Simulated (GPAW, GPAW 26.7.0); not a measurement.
# Rh 3d surface core-level shift of Rh(110): a core-hole calculation limited by slab thickness

## Reference data

High-resolution core-level photoemission from clean Rh(110) separates the Rh 3d emission of the outermost layer from that of the bulk. The first-layer component lies at a shift of −0.64 eV, so a 3d electron of a surface atom is less strongly bound than one deep in the crystal (Phys. Rev. B 50, 17525, 1994, "Surface core-level shifts of some 4d-metal single-crystal surfaces: Experiments and ab initio calculations", Tables I and III). The quantity is a difference between two components of the same spectrum, which removes the need for an absolute binding-energy scale, but it depends on how the overlapping components are separated and assigned to layers. The sample temperature is not given with the value.

| compared with | measured | source's wording or label | method |
| --- | --- | --- | --- |
| first-layer shift (eV) | −0.64 | Rh 3d, first layer against the bulk | high-resolution core-level photoemission |

Conditions are those given with the value in the passage it was taken from; "not stated" means there, and the paper may say more elsewhere. The values are a selection: others may have been left out beforehand as unlike or outlying.

## Method

We want the first-layer shift within 0.15 eV of experiment. That is less than a quarter of the measured shift, so a result inside it has the right sign and most of the right size. A much narrower limit would ask more than the model can support: the core hole repeats in every surface cell, and its interaction with its images need not cancel completely between a surface and an inner atom.

The model is a 1×1 slab with a screened 3d core hole placed first in the top layer and then in the middle. The difference of the two total energies contains both the initial-state shift and the difference in screening. Multiplets, lifetime and vibrations are left out; thermal motion should change the shift by no more than a few hundredths of an eV, a rough estimate.

We go straight to PBE with relaxed outer layers. Bulk-cut atoms would save the relaxation, but the open (110) face is known to contract its first interlayer spacing, and this changes the surface d band to which the core level responds. The in-plane lattice constant, 3.7957 Å, comes from an old database entry and is about 0.2 % short, probably because of kX units. It is also shorter than PBE itself would prefer, so the slab can swell along its normal. We therefore first secure the shift against k-points and thickness in this cell, then examine the effect of the lattice.

System: clean Rh(110); 1x1 slab of Rh, a = 3.7957 A from a database cell (an old entry, about 0.2 % short, probably in kX units).

On the selection of runs and values: Besides any runs that a report passes over, these were set aside when the results were gathered: 2 planned but not run to their end in the time given.

## 1. Relaxed PBE slab, denser mesh, more layers

The seven-layer slab on the 12×16 mesh is the starting point. Beside it we run the same slab on a 20×28 mesh and a nine-layer slab on the original mesh. In a thin metal film the Fermi level and the screening of the hole depend on both the sampling and the thickness, and the middle atom must stand for the bulk. The top-layer atom has seven nearest neighbours instead of twelve; for a metal with a d band more than half full, the band narrowing should give a clearly negative shift. We expect the two checks to move it by less than 0.1 eV.

**Run 1.** GPAW 26.7.0: PBE, 7 layers, 14 A vacuum, given lattice, relaxed, core hole in the 1x1 cell, 3 inner atoms held in the relaxation; relaxation step without spin-orbit coupling on gpaw pw at 420 eV, mesh 12x16x1: atoms moved by up to 0.08 A (mesh 12x16x1, cutoff 420 eV, 7 atoms).

Key lines of the input:
```
atoms = Atoms(['Rh', 'Rh', 'Rh', 'Rh', 'Rh', 'Rh', 'Rh'],
              cell=[[3.7957, 0.0, 0.0], [0.0, 2.683965, 0.0], [0.0, 0.0, 22.051896]],
              scaled_positions=[[0.0, 0.0, 0.680921], [0.5, 0.5, 0.625158], [0.0, 0.0, 0.560856], [0.5, 0.5, 0.5], [0.0, ...],
              pbc=(True, True, True))
params = dict(mode=PW(420),
              xc='PBE',
              kpts={'size': (12, 16, 1), 'gamma': True},
              occupations=FermiDirac(0.05),
              nbands=-8,
              maxiter=200,
              txt='gs.txt',
              mixer=Mixer(0.05, 8, 80))
hole.calc = GPAW(**{**params, 'charge': -1, 'txt': f'hole{i}.txt', 'setups': {**params.get('setups', {}), i: 'hole' + params.get('setups', {}).get(atoms[i].symbol, '')}})
out['levels'][i] = hole.get_potential_energy(force_consistent=True) + hole.calc.get_reference_energy() - e0
```

Command:
```
gpaw-setup -f PBE Rh > setup.log
gpaw-setup -f PBE --core-hole=3d,1.0 --name=hole Rh > setup.log
OMP_NUM_THREADS=1 mpirun -n 4 gpaw python run.py > run.log
```

Selected lines of the output:
```
Fermi level: 2.377
[energy with the hole less without, eV] Rh 1 3d: 306.712, Rh 2 3d: 307.430, Rh 4 3d: 307.367
[planar average: potential in the vacuum over the top face, 4.696 eV above the Fermi level]
```

Converged; 22 min on 4 cores of Arm Neoverse V2, shared host.

**Run 2.** GPAW 26.7.0: PBE, 7 layers, 14 A vacuum, another k-point mesh, core hole in the 1x1 cell, atoms relaxed first, 3 inner atoms held in the relaxation; relaxation step without spin-orbit coupling on gpaw pw at 420 eV, mesh 20x28x1: atoms moved by up to 0.07 A (mesh 20x28x1, cutoff 420 eV, 7 atoms).

Key lines of the input, as changed from run 1:
```diff
  atoms = Atoms(['Rh', 'Rh', 'Rh', 'Rh', 'Rh', 'Rh', 'Rh'],
-               scaled_positions=[[0.0, 0.0, 0.680921], [0.5, 0.5, 0.625158], [0.0, 0.0, 0.560856], [0.5, 0.5, 0.5], [0.0, ...],
+               scaled_positions=[[0.0, 0.0, 0.680879], [0.5, 0.5, 0.625087], [0.0, 0.0, 0.560856], [0.5, 0.5, 0.5], [0.0, ...],
  params = dict(mode=PW(420),
-               kpts={'size': (12, 16, 1), 'gamma': True},
+               kpts={'size': (20, 28, 1), 'gamma': True},
```

Selected lines of the output:
```
Fermi level: 2.377
[energy with the hole less without, eV] Rh 1 3d: 306.714, Rh 2 3d: 307.432, Rh 4 3d: 307.368
```

Converged; 71 min on 4 cores of Arm Neoverse V1, shared host.

**Run 3.** GPAW 26.7.0: PBE, 9 layers, given lattice, relaxed, core hole in the 1x1 cell, 3 inner atoms held in the relaxation; relaxation step without spin-orbit coupling on gpaw pw at 420 eV, mesh 12x16x1: atoms moved by up to 0.09 A (mesh 12x16x1, cutoff 420 eV, 9 atoms).

Key lines of the input, as changed from run 1:
```diff
- atoms = Atoms(['Rh', 'Rh', 'Rh', 'Rh', 'Rh', 'Rh', 'Rh'],
-               cell=[[3.7957, 0.0, 0.0], [0.0, 2.683965, 0.0], [0.0, 0.0, 22.051896]],
-               scaled_positions=[[0.0, 0.0, 0.680921], [0.5, 0.5, 0.625158], [0.0, 0.0, 0.560856], [0.5, 0.5, 0.5], [0.0, ...],
+ atoms = Atoms(['Rh', 'Rh', 'Rh', 'Rh', 'Rh', 'Rh', 'Rh', 'Rh', 'Rh'],
+               cell=[[3.7957, 0.0, 0.0], [0.0, 2.683965, 0.0], [0.0, 0.0, 24.735861]],
+               scaled_positions=[[0.0, 0.0, 0.716676], [0.5, 0.5, 0.666305], [0.0, 0.0, 0.610512], [0.5, 0.5, 0.554253], ...],
  params = dict(mode=PW(420),
-               nbands=-8,
+               nbands=-10,
```

Selected lines of the output:
```
Cutoff: 420.0 eV
Converged in 23 steps
Free energy:     -62.644204
Extrapolated:    -62.581397
Fermi level: 3.484
[energy with the hole less without, eV] Rh 1 3d: 306.718, Rh 2 3d: 307.423, Rh 5 3d: 307.526
[planar average: potential in the vacuum over the top face, 4.547 eV above the Fermi level]
```

Converged; 23 min on 4 cores of AMD EPYC 9R45 (Zen 5), shared host.

| quantity | run 1 | run 2 | run 3 | measured |
| --- | --- | --- | --- | --- |
| first-layer shift (eV) | −0.655 | −0.654 | −0.809 | −0.64 |

The denser mesh changes the seven-layer shift by only 0.001 eV, but two more layers change it by 0.154 eV, well beyond the 0.1 eV we expected. Seven layers give −0.655 eV, close to experiment; nine give −0.809 eV, a narrow miss by 0.169 eV. The good agreement of the thinner slab therefore cannot be taken as a secured result.

The separate hole energies locate the change. The top-layer value rises by 0.006 eV and the second-layer value falls by 0.007 eV, whereas that of the middle atom rises from 307.367 to 307.526 eV, by about 0.16 eV. It is the bulk reference that has not settled, not the surface atom. The vacuum level above the Fermi level also falls, from 4.696 to 4.547 eV, so the thickness affects more than the core-hole energy of one atom. Quantum-size effects in the film are a plausible common cause, but two thicknesses do not establish it. The mesh test applies to seven layers; a mesh check for the nine-layer slab is not shown in this report.

## 2. A third thickness, lattice and functional

A six-layer slab is no better a bulk than the two we have, but a third thickness will show whether the inner reference drifts steadily or scatters. We also run seven-layer PBE at its own lattice constant, to remove the in-plane compression, and PBEsol at its own lattice constant as the neighbouring functional. Those two are to be compared with the seven-layer result, so that thickness does not enter the difference. We expect both to shift the result by less than the step from seven to nine layers did.

**Run 4.** GPAW 26.7.0: PBE, 6 layers, given lattice, relaxed, core hole in the 1x1 cell, 2 inner atoms held in the relaxation; relaxation step without spin-orbit coupling on gpaw pw at 420 eV, mesh 12x16x1: atoms moved by up to 0.07 A (mesh 12x16x1, cutoff 420 eV, 6 atoms).

Key lines of the input, as changed from run 1:
```diff
- atoms = Atoms(['Rh', 'Rh', 'Rh', 'Rh', 'Rh', 'Rh', 'Rh'],
-               cell=[[3.7957, 0.0, 0.0], [0.0, 2.683965, 0.0], [0.0, 0.0, 22.051896]],
-               scaled_positions=[[0.0, 0.0, 0.680921], [0.5, 0.5, 0.625158], [0.0, 0.0, 0.560856], [0.5, 0.5, 0.5], [0.0, ...],
+ atoms = Atoms(['Rh', 'Rh', 'Rh', 'Rh', 'Rh', 'Rh'],
+               cell=[[3.7957, 0.0, 0.0], [0.0, 2.683965, 0.0], [0.0, 0.0, 20.709913]],
+               scaled_positions=[[0.0, 0.0, 0.658707], [0.5, 0.5, 0.598889], [0.0, 0.0, 0.5324], [0.5, 0.5, 0.4676], ...],
```

Selected lines of the output:
```
Cutoff: 420.0 eV
Converged in 21 steps
Free energy:     -40.759677
Extrapolated:    -40.714043
Fermi level: 1.877
[energy with the hole less without, eV] Rh 1 3d: 306.763, Rh 2 3d: 307.470, Rh 3 3d: 307.459
[planar average: potential in the vacuum over the top face, 4.521 eV above the Fermi level]
```

Converged; 10 min on 4 cores of Intel Xeon 6975P-C (Granite Rapids), shared host.

**Run 5.** GPAW 26.7.0: PBE, 7 layers, 14 A vacuum, PBE lattice, relaxed slab, core hole in the 1x1 cell, 3 inner atoms held in the relaxation; relaxation step without spin-orbit coupling on gpaw pw at 420 eV, mesh 12x16x1: atoms moved by up to 0.09 A (mesh 12x16x1, cutoff 420 eV, 7 atoms).

Key lines of the input, as changed from run 1:
```diff
  atoms = Atoms(['Rh', 'Rh', 'Rh', 'Rh', 'Rh', 'Rh', 'Rh'],
-               cell=[[3.7957, 0.0, 0.0], [0.0, 2.683965, 0.0], [0.0, 0.0, 22.051896]],
-               scaled_positions=[[0.0, 0.0, 0.680921], [0.5, 0.5, 0.625158], [0.0, 0.0, 0.560856], [0.5, 0.5, 0.5], [0.0, ...],
+               cell=[[3.830381, 0.0, 0.0], [0.0, 2.708489, 0.0], [0.0, 0.0, 22.051896]],
+               scaled_positions=[[0.0, 0.0, 0.680212], [0.5, 0.5, 0.624723], [0.0, 0.0, 0.561412], [0.5, 0.5, 0.5], [0.0, ...],
```

Converged; 9.7 min on 4 cores of AMD EPYC 9R45 (Zen 5), shared host.

**Run 6.** GPAW 26.7.0: PBEsol, 7 layers, 14 A vacuum, own relaxed lattice, relaxed slab, core hole in the 1x1 cell, 3 inner atoms held in the relaxation; relaxation step without spin-orbit coupling on gpaw pw at 420 eV, mesh 12x16x1: atoms moved by up to 0.09 A (mesh 12x16x1, cutoff 420 eV, 7 atoms).

Key lines of the input, as changed from run 1:
```diff
  atoms = Atoms(['Rh', 'Rh', 'Rh', 'Rh', 'Rh', 'Rh', 'Rh'],
-               cell=[[3.7957, 0.0, 0.0], [0.0, 2.683965, 0.0], [0.0, 0.0, 22.051896]],
-               scaled_positions=[[0.0, 0.0, 0.680921], [0.5, 0.5, 0.625158], [0.0, 0.0, 0.560856], [0.5, 0.5, 0.5], [0.0, ...],
+               cell=[[3.782032, 0.0, 0.0], [0.0, 2.6743, 0.0], [0.0, 0.0, 22.051896]],
+               scaled_positions=[[0.0, 0.0, 0.677956], [0.5, 0.5, 0.623089], [0.0, 0.0, 0.560637], [0.5, 0.5, 0.5], [0.0, ...],
  params = dict(mode=PW(420),
-               xc='PBE',
+               xc='PBEsol',
```

Command:
```
gpaw-setup -f PBEsol Rh > setup.log
gpaw-setup -f PBEsol --core-hole=3d,1.0 --name=hole Rh > setup.log
OMP_NUM_THREADS=1 mpirun -n 4 gpaw python run.py > run.log
```

Converged; 20 min on 4 cores of Intel Xeon Platinum 8488C (Sapphire Rapids), shared host.

| quantity | run 4 | run 5 | run 6 | measured |
| --- | --- | --- | --- | --- |
| first-layer shift (eV) | −0.696 | −0.634 | −0.666 | −0.64 |

The six-layer slab gives −0.696 eV, between the results for seven and nine layers. The shift does not drift steadily with thickness but scatters, over 0.154 eV in these three slabs. Most of the scatter again comes from the inner atom, whose hole energy spans about 0.16 eV, against about 0.05 eV for the top atom. This fits a quantum-size effect, though three thicknesses, one of them with an even number of layers, do not prove it or show where the series settles.

Lattice and functional matter much less at seven layers. Enlarging the cell from 3.7957 to 3.8304 Å, PBE's own lattice constant, changes the shift by 0.021 eV, to −0.634 eV. PBEsol at its own lattice constant gives −0.666 eV, which is 0.032 eV from the corresponding PBE result. Both lattice constants come from relaxations at a moderate fixed cutoff and may differ somewhat from the converged ones. Given the weak response to a change of 0.9 % in the PBE cell, a small error of that kind should not matter here.

Both seven-layer results lie within 0.03 eV of experiment, but they share the thickness that gave the weakest shift of the three in the original cell. Their closeness to the measured value therefore does not remove the doubt raised by the nine-layer slab, and the differences between them are too small to rank the functionals.

## 3. Higher cutoff and wider vacuum

No check of the plane-wave cutoff or the vacuum width is shown above. We raise the first from 420 to 546 eV and the second from 14 to 20 Å, each on the seven-layer PBE slab in the original cell. These runs cannot settle the scatter with thickness, but they test whether the seven-layer value itself is stable. Since the shift is a difference between two holes in the same slab, we expect both changes to stay within a few hundredths of an eV.

**Run 7.** GPAW 26.7.0: PBE, 7 layers, 14 A vacuum, cutoff at 130 % of the usual, core hole in the 1x1 cell, atoms relaxed first, 3 inner atoms held in the relaxation; relaxation step without spin-orbit coupling on gpaw pw at 546 eV, mesh 12x16x1: atoms moved by up to 0.08 A (mesh 12x16x1, cutoff 546 eV, 7 atoms).

Key lines of the input, as changed from run 1:
```diff
  atoms = Atoms(['Rh', 'Rh', 'Rh', 'Rh', 'Rh', 'Rh', 'Rh'],
-               scaled_positions=[[0.0, 0.0, 0.680921], [0.5, 0.5, 0.625158], [0.0, 0.0, 0.560856], [0.5, 0.5, 0.5], [0.0, ...],
+               scaled_positions=[[0.0, 0.0, 0.680898], [0.5, 0.5, 0.625162], [0.0, 0.0, 0.560856], [0.5, 0.5, 0.5], [0.0, ...],
- params = dict(mode=PW(420),
+ params = dict(mode=PW(546),
```

Selected lines of the output:
```
Cutoff: 546.0 eV
[energy with the hole less without, eV] Rh 1 3d: 306.710, Rh 2 3d: 307.427, Rh 4 3d: 307.363
[planar average: potential in the vacuum over the top face, 4.696 eV above the Fermi level]
```

Converged; 30 min on 4 cores of Arm Neoverse V2, shared host.

**Run 8.** GPAW 26.7.0: PBE, 7 layers, 20 A vacuum, core hole in the 1x1 cell, atoms relaxed first, 3 inner atoms held in the relaxation; relaxation step without spin-orbit coupling on gpaw pw at 420 eV, mesh 12x16x1: atoms moved by up to 0.08 A (mesh 12x16x1, cutoff 420 eV, 7 atoms).

Selected lines of the output:
```
Fermi level: 0.864
[energy with the hole less without, eV] Rh 1 3d: 306.712, Rh 2 3d: 307.430, Rh 4 3d: 307.367
[planar average: potential in the vacuum over the top face, 4.696 eV above the Fermi level]
```

Converged; 38 min on 4 cores of Arm Neoverse V1, shared host.

| quantity | run 7 | run 8 | measured |
| --- | --- | --- | --- |
| first-layer shift (eV) | −0.653 | −0.655 | −0.64 |

Neither setting matters at this level. The higher cutoff changes the shift by 0.002 eV, and the wider vacuum leaves it at −0.655 eV, with all three hole energies the same to the printed precision. The Fermi level itself moves from 2.377 to 0.864 eV in the taller cell, but this reflects the zero of the potential: the vacuum level stays 4.696 eV above it.

With the k-point test, the seven-layer value is thus stable to a few thousandths of an eV against mesh, cutoff and vacuum. The difference of 0.154 eV from the nine-layer slab is far larger than any of these changes, and the number of layers remains the main open point in the calculation.

## Comparison with experiment

| run | settings | first-layer shift (eV) | deviation | cost |
| --- | --- | --- | --- | --- |
| 1 | PBE, 7 layers, 14 A vacuum, given lattice, relaxed, 3 inner atoms held in the relaxation | −0.655 | −0.015 | 89 core-min |
| 2 | PBE, 7 layers, 14 A vacuum, another k-point mesh, atoms relaxed first, 3 inner atoms held in the relaxation | −0.654 | −0.014 | 4.8 core-h |
| 3 | PBE, 9 layers, given lattice, relaxed, 3 inner atoms held in the relaxation | −0.809 | −0.169 | 1.6 core-h |
| 4 | PBE, 6 layers, given lattice, relaxed, 2 inner atoms held in the relaxation | −0.696 | −0.056 | 42 core-min |
| 5 | PBE, 7 layers, 14 A vacuum, PBE lattice, relaxed slab, 3 inner atoms held in the relaxation | −0.634 | +0.006 | 39 core-min |
| 6 | PBEsol, 7 layers, 14 A vacuum, own relaxed lattice, relaxed slab, 3 inner atoms held in the relaxation | −0.666 | −0.026 | 79 core-min |
| 7 | PBE, 7 layers, 14 A vacuum, cutoff at 130 % of the usual, atoms relaxed first, 3 inner atoms held in the relaxation | −0.653 | −0.013 | 2 core-h |
| 8 | PBE, 7 layers, 20 A vacuum, atoms relaxed first, 3 inner atoms held in the relaxation | −0.655 | −0.015 | 2.5 core-h |
|  | measured | −0.64 |  |  |

Further runs on the same system, made beside this series (convergence steps with loose settings among them):

| further | settings | first-layer shift (eV) | deviation | cost |
| --- | --- | --- | --- | --- |
| F1 | PBE, 7 layers, 8 A vacuum, core hole in the 1x1 cell, atoms relaxed first, 3 inner atoms held in the relaxation, mesh 12x16x1: atoms moved by up to 0.08 A (mesh 12x16x1, cutoff 420 eV, 7 atoms) | −0.655 | −0.015 | 41 core-min |
| F2 | PBE, 7 layers, 14 A vacuum, another k-point mesh, core hole in the 1x1 cell, atoms relaxed first, 3 inner atoms held in the relaxation | −0.648 | −0.008 | 37 core-min |
| F3 | PBE, 7 layers, 14 A vacuum, cutoff at 65 % of the usual, core hole in the 1x1 cell, atoms relaxed first, 3 inner atoms held in the relaxation | −0.679 | −0.039 | 55 core-min |
| F4 | PBE, 7 layers, 14 A vacuum, Fermi-Dirac width 0.2 eV, core hole in the 1x1 cell, atoms relaxed first, 3 inner atoms held in the relaxation | −0.645 | −0.005 | 52 core-min |
| F5 | LDA, 7 layers, 14 A vacuum, given lattice, bulk-cut atoms, core hole in the 1x1 cell (mesh 12x16x1, cutoff 420 eV, 7 atoms) | −0.834 | −0.194 | 49 core-min |
|  | measured | −0.64 |  |  |

## Discussion

The target of 0.15 eV is met by the seven-layer PBE slab we started from, but not securely. That slab gives −0.655 eV, 0.015 eV from experiment, for 89 core-minutes. The nine-layer slab, in principle the better model of the bulk, gives −0.809 eV and narrowly misses, by 0.169 eV. We therefore do not count the close agreement at seven layers as proof of that accuracy. What the calculations do support is the sign of the shift and its rough size.

The change of thickness was the step that mattered. From seven to nine layers the hole energy of the middle atom rises by about 0.16 eV, while that of the top atom hardly moves; at six layers the top atom moves by about 0.05 eV. The weakness thus lies mainly in the bulk reference. A quantum-size effect is plausible but not proven, and it is not the only candidate. On this open face the middle atom of a seven-layer slab still has second-layer atoms among its nearest neighbours. The nine-layer slab also relaxes one more layer on each side, and a mesh check for it is not shown in this report. Tightening mesh, cutoff and vacuum proved harmless at seven layers (a cutoff lowered to 65 % does move the shift, to −0.679 eV), and a broader smearing of 0.2 eV changes the shift by only about 0.01 eV. The densest mesh and the widest vacuum each cost more core time than the nine-layer run, though on other processors, and told us less.

PBE at its own lattice constant comes within 0.006 eV of experiment. With a cell from a moderate-cutoff relaxation and the thickness unsettled, that closeness may well be chance and carries no weight. LDA on bulk-cut atoms gives −0.834 eV; the missing surface relaxation may be the main reason, but functional and geometry changed together.

Repeated core holes may add an error of unknown sign, while thermal motion should contribute only a few hundredths of an eV. Thermal motion is not in the model and cannot cause the scatter between slabs. The repeated holes turn a whole layer into core-ionised atoms and may contribute to it; a check with a larger surface cell is not shown in this report. Thicker slabs would be the next step, to find where the bulk reference settles.

[Logs are printed without paths, hosts, clocks, repeated set-up lines and the standing remarks that a program may print on its own settings, such as how far it seeks lower states.]

[The runs shown are a pick from a larger set of finished runs; failed, doubtful and other runs were left out of it ahead of writing. So were measured values far from every level or from commonly accepted values, and agreement can look better than it is. Lines of input and output are excerpts and may be shortened.]
